Dear colleague,

Here is how the $^{13}$C–$^1$H rotary-resonance series on calcium formate inverts. The numbers are made for the exercise.

**Sample.** H$^{13}$COO$^-$ is dilute in DCOO$^-$. An orthorhombic crystal spins about a cell axis at $\nu_r=30$ kHz, so all C–H bonds of one site make the angle $\beta$ or $180^\circ-\beta$ with the rotor. You spin-lock $^1$H on resonance with true amplitude $\nu_1=\kappa\nu_{\rm nom}$, detect through one $^{13}$C line, and find the smallest oscillation frequency $f_n$ near $\nu_1=n\nu_r$ (independent $1\sigma$ errors):

| $n$ | $f_n$/kHz | $\nu_{\rm nom}$/kHz |
|---|---|---|
| 1 | 6.80 ± 0.05 | 31.0 ± 0.1 |
| 2 | 3.78 ± 0.05 | 61.4 ± 0.1 |

We want the coupling $d$, $\beta$ and $\kappa$.

**Theory.** With $H$ in frequency units and $H(t)=\sum H^{(n,k)}e^{2\pi i(n\nu_r+k\nu_m)t}$, second-order van Vleck theory gives
$$H_{\rm eff}=\sum_{n_0,k_0}\Big\{H^{(n_0,k_0)}-\frac12\sum_{p,q}\frac{[H^{(n_0-p,k_0-q)},H^{(p,q)}]}{p\nu_r+q\nu_m}\Big\},$$
with $n_0\nu_r+k_0\nu_m=0$ and $(p,q)$ non-resonant. Since $|n|\le2$, heteronuclear and shift-anisotropy terms ($k=\pm1$) recouple in first order at $\nu_1=\nu_r,2\nu_r$, homonuclear terms ($k=\pm2$) at $\nu_r/2,\nu_r$. Second-order conditions such as $3\nu_r/2$ or $3\nu_r$ are weaker and vanish for an isolated pair.

Our pair ($I={}^1$H, $S={}^{13}$C) has $H=\nu_1I_x+2d\,P_2(\cos\theta(t))I_zS_z$, with $\theta$ the bond–field angle and $dP_2=\sum_p a_pe^{2\pi ip\nu_rt}$:
$$|a_{\pm1}|=\tfrac{\sqrt2}{4}|d\sin2\beta|,\qquad |a_{\pm2}|=\tfrac14|d|\sin^2\beta.$$
In the frame nutating about $x$ at $\nu_m=n\nu_r$, $H^{(p,\pm1)}=a_pS_z\tilde I^\pm$ with $\tilde I^\pm=I_z\mp iI_y$, and $H^{(0,0)}=(\nu_1-n\nu_r)I_x$. Using $S_z^2=\frac14$ and $[\tilde I^+,\tilde I^-]=2I_x$,
$$H_{\rm eff}=(\nu_1-n\nu_r+\delta_n)I_x+S_z(a_{-n}\tilde I^++a_n\tilde I^-),\qquad \delta_n=\sum_{p\ne-n}\frac{|a_p|^2}{2(n+p)\nu_r}.$$
Writing $a_n$ for magnitudes from here on, $\delta_1=a_1^2/4\nu_r-a_2^2/3\nu_r$ and $\delta_2=2a_1^2/3\nu_r+a_2^2/8\nu_r$. For $S_z=\pm\frac12$ the frequency is $\sqrt{(\nu_1-n\nu_r+\delta_n)^2+a_n^2}$, so $f_n=a_n$, reached at $\nu_1=n\nu_r-\delta_n$.

**Inversion.** The two amplitudes give
$$\tan\beta=2\sqrt2\,a_2/a_1,\qquad |d|=4a_2+a_1^2/2a_2.$$
With $a_n=f_n$, $\beta=57.5^\circ$ and $|d|=21.24$ kHz. From $|d|r^3=(\mu_0/4\pi)h\bar\gamma_H\bar\gamma_C=30.21$ kHz Å$^3$ ($\bar\gamma=\gamma/2\pi$, taken as 42.577 and 10.708 MHz/T), $r=1.125$ Å.

Third order is not negligible at this spinning rate. Degenerate perturbation theory on the Floquet matrix gives
$$f_1=a_1\Big(1-\frac{a_1^2}{16\nu_r^2}-\frac{a_2^2}{9\nu_r^2}\Big),\qquad f_2=a_2\Big(1-\frac{4a_1^2}{9\nu_r^2}-\frac{a_2^2}{64\nu_r^2}\Big).$$
Iterating gives $a_1=6.835$ and $a_2=3.870$ kHz (reductions of 0.5 % and 2.3 %), hence $\beta=58.0^\circ$, $|d|=21.52$ kHz and $r=1.120$ Å.

Then $\delta_1=0.22$ and $\delta_2=1.10$ kHz, and $\kappa=(n\nu_r-\delta_n)/\nu_{\rm nom}$ is $0.961\pm0.003$ and $0.959\pm0.002$. Dropping $\delta_n$ gives 0.968 and 0.977, which differ by 2.7 standard deviations. The fourth datum thus tests the second-order shift, here only for the consistency of made data. Fourth-order shifts scale as $a_1^4/\nu_r^3=0.08$ kHz, comparable to the setting error, so quote $\kappa\approx0.96$.

**Errors.** The second-order formulas suffice for the derivatives: $\partial|d|/\partial f_1=f_1/f_2=1.80$ and $\partial|d|/\partial f_2=4-f_1^2/2f_2^2=2.38$. So $\sigma_d=0.15$ kHz, $\sigma_r=r\sigma_d/3|d|=0.003$ Å and, from $\tan\beta$, $\sigma_\beta=0.4^\circ$. The third-order change in $|d|$, 0.28 kHz, is about twice $\sigma_d$. The $^1$H shift anisotropy recouples too. An assumed axial 2 kHz in place of $d$ has components $c_1\le0.71$ and $c_2\le0.50$ kHz. These split each line by $S_z$ and move the doublet centre by about $c_n^2/2f_n$ at most, 0.04 and 0.03 kHz, which is close to $\sigma_f$. Remote deuterons act similarly and are ignored.

**Uniqueness.** For $0<\beta<90^\circ$ the two formulas have one solution, and the small third-order terms leave it single near these values. The sign of $d$, the choice between $\beta$ and $180^\circ-\beta$, and the rotor phase stay hidden. As $\beta\to0$, $f_2\ll f_1$ and $\partial|d|/\partial f_2$ diverges, so remount such a crystal.

The data were chosen to give a coupling typical of a one-bond C–H pair. The result $|d|=21.52\pm0.15$ kHz, $r=1.120\pm0.003$ Å is therefore the model's, and on a real crystal $r$ would be an effective length that includes vibrational averaging.